**Q:** Here are five rows of band levels for a single sheet of tin dioxide, without their labels. Can the numbers alone tell me which k point each row belongs to?

Band levels of a 1T SnO2 monolayer, computed with Ansatz 0.2.0 (plane-wave PAW, 420 eV cutoff, 6×6×1 k mesh, no spin polarisation) at the r2SCAN geometry. The cheaper level is HSE06 and the costlier one PBE0, each counted from its own valence top; v1 and v2 are the highest and second-highest filled bands, c1 the lowest empty one. Candidates: M, extra_d, Gamma, K, extra_v.

| row | band v2, cheaper level (eV) | band v1, cheaper level (eV) | band c1, cheaper level (eV) | band v2, costlier level (eV) | band v1, costlier level (eV) | band c1, costlier level (eV) |
| --- | --- | --- | --- | --- | --- | --- |
| A | -0.575 | -0.452 | 4.609 | -0.565 | -0.448 | 5.354 |
| B | -0.214 | -0.167 | 7.685 | -0.206 | -0.169 | 8.467 |
| C | -0.624 | -0.624 | 4.465 | -0.614 | -0.614 | 5.208 |
| D | -0.445 | 0.000 | 8.292 | -0.447 | 0.000 | 9.082 |
| E | -0.135 | -0.135 | 8.747 | -0.137 | -0.137 | 9.540 |

**A:** Largely, yes. In these rows the lowest empty band, c1, moves by about 4 eV, while the highest filled band, v1, moves by only about 0.6 eV. So c1 gives the rough position, and finer details of the filled bands do the rest. The second-highest filled band, v2, will matter as well.

**Q:** I work with films, not with k points. What do the candidates mean?

**A:** A k point says how the phase of an electron wave changes from one cell of the sheet to the next. At Gamma it doesn't change at all. M and K are the middle of an edge and a corner of the zone that holds all the different phase patterns.

The other two points were picked with PBE, a simpler functional than the two hybrids in the table. The point extra_v is where PBE has its valence top, about three quarters of the way from Gamma to K. The point extra_d is where PBE has its smallest direct gap, a tenth of the way from Gamma to M.

**Q:** Where would you start?

**A:** With symmetry, because it can force two levels to be exactly equal. The sheet looks the same after a turn by 120°. At Gamma, an oxygen p orbital lying in the plane is turned by this into a mixture of the two in-plane directions, so neither direction can have an energy of its own. K also keeps the threefold axis, and with the twofold axes in the sheet it too allows such pairs. The same turn carries M, extra_v and extra_d to other points, so there a pair could be equal only by accident.

In rows C and E, v1 and v2 agree to the last digit, with HSE06 as well as with PBE0. In the other three rows they differ. C and E are therefore Gamma and K, in one order or the other.

**Q:** Would that still be so clear in a real material?

**A:** Somewhat less. Spin–orbit coupling is left out here, and it would split these pairs slightly, by a rough recalled size of a few hundredths of an electronvolt. Row B has a splitting of only 0.047 eV with HSE06, so the contrast with that row would blur. The position of c1 would still set C and E apart from it.

**Q:** Which of C and E is Gamma?

**A:** Here chemistry helps. In SnO2 the tin has given up its outer electrons, so the lowest empty band should be built mainly from the empty tin 5s orbitals, with some oxygen p mixed in against the bond. That character is argued from chemistry; the table holds only energies.

Take the limit in which every tin orbital has the same phase. Neighbouring s orbitals then overlap favourably. Each oxygen sits over a triangle of three tin atoms, and their pulls on its in-plane p orbitals cancel. Once the phases differ, the favourable overlap is partly lost and the antibonding mixture with these in-plane orbitals grows. Both effects raise the band. Mixing with the oxygen 2s and upright p orbitals is strongest at Gamma and works the other way, so chemistry makes a bottom at Gamma likely, not certain.

Row C has c1 at 4.465 eV and row E at 8.747 eV, the lowest and highest HSE06 values of c1 in the table. That points to C as Gamma. The point extra_d gives a firmer reason: it is a short step from Gamma, so Gamma's row must have a near neighbour in every column. Row C has one, row A, while row E has none as near. C is Gamma and E is K.

**Q:** Can you put a number on how the band rises in between?

**A:** A simple model keeps one s orbital per tin atom and one coupling $t$ to each of its six neighbours. Let $\theta_1$ and $\theta_2$ be the phase steps along the two edges of the cell. Opposite neighbours combine into a cosine, which gives

$$E = E_0 - 2t\,S,\qquad S=\cos\theta_1+\cos\theta_2+\cos(\theta_1+\theta_2).$$

With no phase steps, $S=3$. At K both steps are 120°, and $S=-1.5$. The height above Gamma, as a fraction of the whole rise to K, is therefore $f=(3-S)/4.5$, and both $E_0$ and $t$ have dropped out.

Now take extra_d, where the steps are 18° and 0°. Then $S=0.95+1+0.95=2.90$, and $f$ is about 0.02. The rise from row C to row E is 4.28 eV, so c1 at extra_d should lie roughly 0.1 eV above its value at Gamma.

**Q:** And is there such a row?

**A:** Row A, where c1 lies 0.144 eV above row C. The estimate is too low by about a third, but the next row up, B, is more than 3 eV above C. The filled levels agree with this choice: v1 and v2 in row A are close to the equal pair of row C, and slightly split. That is what a short step away from Gamma should do, since bands are continuous and the step removes the threefold axis. A is extra_d.

**Q:** Why would the smallest direct gap lie beside Gamma, if c1 is lowest at Gamma itself?

**A:** Because a direct gap depends on both of its edges. From row C to row A, c1 rises by 0.144 eV, but v1 rises by 0.172 eV. The filled level gains on the empty one, and the gap shrinks by 0.028 eV. PBE0 gives the same order, with a difference of 0.020 eV.

The quick rise of v1 has a likely cause outside the table. In the full output a third filled level lies just under the pair at Gamma, by 0.027 eV with HSE06 and 0.043 eV with PBE0. Levels this close are expected to push each other apart once the step off Gamma lets them mix. The HSE06 levels fit that: a third of the way to M, v1 has risen by only 0.36 eV, about half of it within the first tenth of the way, while the third level has dropped by 0.50 eV. The orbital character that would confirm the mixing isn't in these outputs.

**Q:** That leaves B and D for M and extra_v. Does your s-band model decide?

**A:** No, and it would mislead you if you let it. It puts M at 0.89 of the full rise and extra_v at 0.87, which is practically level. The rows lie at 0.75 for B and 0.89 for D. Taken literally, the model would call D the M point. But row B lies at least 0.12 below either prediction, so an error of that size is present whichever way the labels go. A predicted difference of 0.02 can't settle the matter.

**Q:** What does?

**A:** The zero of energy. Each level of theory counts from its own valence top, and in row D v1 is exactly zero with both. Since extra_v was chosen as the valence top in PBE, D should be extra_v and B should be M.

This step assumes that the hybrids keep the valence top where PBE had it. In row B v1 lies 0.167 eV below the top, so the hybrids would have to reorder the two points by more than that to spoil the argument. I think that unlikely, but these values don't test it. I would call C, E and A sure, and D and B probable.

**Q:** Both functionals agree on everything. Isn't that a second, independent confirmation?

**A:** Hardly. From HSE06 to PBE0 v1 and v2 move by at most 0.01 eV relative to the top, while c1 goes up by 0.74 to 0.79 eV. That is nearly a rigid lift, so the same pattern is read twice.

The lift has a well-known origin. Both functionals contain the same share of exact exchange, which widens the gap between filled and empty levels. HSE06 screens its long-range part, and PBE0 keeps it. The lift is also slightly uneven, by 0.05 eV. It grows steadily with the height of c1, a stretch of the band by about 1 %, but I would not build on the size of that: PBE0 converges slowly with the k mesh, and its run carries a warning about the potential in the thin density of the vacuum.

**Q:** Then let me see the labels.

The rows with their labels:

| point name | band v2, cheaper level (eV) | band v1, cheaper level (eV) | band c1, cheaper level (eV) | band v2, costlier level (eV) | band v1, costlier level (eV) | band c1, costlier level (eV) |
| --- | --- | --- | --- | --- | --- | --- |
| Gamma | -0.624 | -0.624 | 4.465 | -0.614 | -0.614 | 5.208 |
| M | -0.214 | -0.167 | 7.685 | -0.206 | -0.169 | 8.467 |
| K | -0.135 | -0.135 | 8.747 | -0.137 | -0.137 | 9.540 |
| extra_v | -0.445 | 0.000 | 8.292 | -0.447 | 0.000 | 9.082 |
| extra_d | -0.575 | -0.452 | 4.609 | -0.565 | -0.448 | 5.354 |

**A:** All five assignments hold, including the two that were only probable. The s-band model therefore puts c1 at M too high, by 0.14 of the full rise, or about 0.6 eV. It does well at extra_v, within 0.02 of the full rise. The miss at M shows that one coupling between nearest neighbours isn't enough to describe this band; the pattern of the misses, too low at extra_d and too high at M, hints at what is missing. A coupling to the tin atoms two cell edges away doubles the phase steps. It adds nothing at M, adds to the rise to K and steepens the band near Gamma, so it is expected to mend both misses. A coupling to the second neighbours, across the long diagonal of the cell, would lower M only by flattening the band near Gamma further. Which orbitals carry the longer coupling, these energies don't say.

**Q:** What should I take from this for a film?

**A:** The lowest empty level and the highest filled level sit at different k points. The gap is therefore indirect, 4.465 eV with HSE06 and 5.208 eV with PBE0. The choice of functional thus changes the gap by about 0.7 eV, more than the 0.6 eV between the indirect gap and the smallest direct one in HSE06. These values belong to a hypothetical one-layer sheet, not to ordinary rutile SnO2.

For another sheet, I would search for both band edges and assume neither. Here the valence top lies away from Gamma, M and K, and the bottom of the empty band depends on a balance of couplings that another material may tip. The two extra points were chosen with PBE, so the exact valence top of the hybrids may lie slightly elsewhere. The differences and the s-band fractions for all five points are in the output below.

The analysis program printed:

```
Splitting of the top pair and direct gap in eV:
      row  v1-v2 HSE06  v1-v2 PBE0  direct gap HSE06  direct gap PBE0
    Gamma            0           0             5.089            5.822
        M        0.047       0.037             7.852            8.636
        K            0           0             8.882            9.677
  extra_v        0.445       0.447             8.292            9.082
  extra_d        0.123       0.117             5.061            5.802
Height of c1 above its value at Gamma:
      row  HSE06 in eV  PBE0 in eV  HSE06 fraction of Gamma-K rise  s-band estimate of fraction
    Gamma            0           0                               0                            0
        M         3.22       3.259                           0.752                       0.8889
        K        4.282       4.332                               1                            1
  extra_v        3.827       3.874                          0.8937                       0.8739
  extra_d        0.144       0.146                         0.03363                      0.02175
Change from HSE06 to PBE0 in eV:
      row      v2      v1     c1
    Gamma    0.01    0.01  0.743
        M   0.008  -0.002  0.782
        K  -0.002  -0.002  0.793
  extra_v  -0.002       0   0.79
  extra_d    0.01   0.004  0.745
Rise of v1 from Gamma to extra_d, HSE06, eV: 0.172
Rise of v1 from Gamma to extra_d, PBE0, eV: 0.166
Direct gap at Gamma less that at extra_d, HSE06, eV: 0.028
Direct gap at Gamma less that at extra_d, PBE0, eV: 0.02
Valence top at extra_v above v1 at M, HSE06, eV: 0.167
c1 at extra_v above c1 at M, HSE06, eV: 0.607
Largest less smallest upward shift of c1, eV: 0.05
Stretch of the Gamma-K rise of c1 from HSE06 to PBE0, percent: 1.168
Largest change of a valence level, eV: 0.01
```
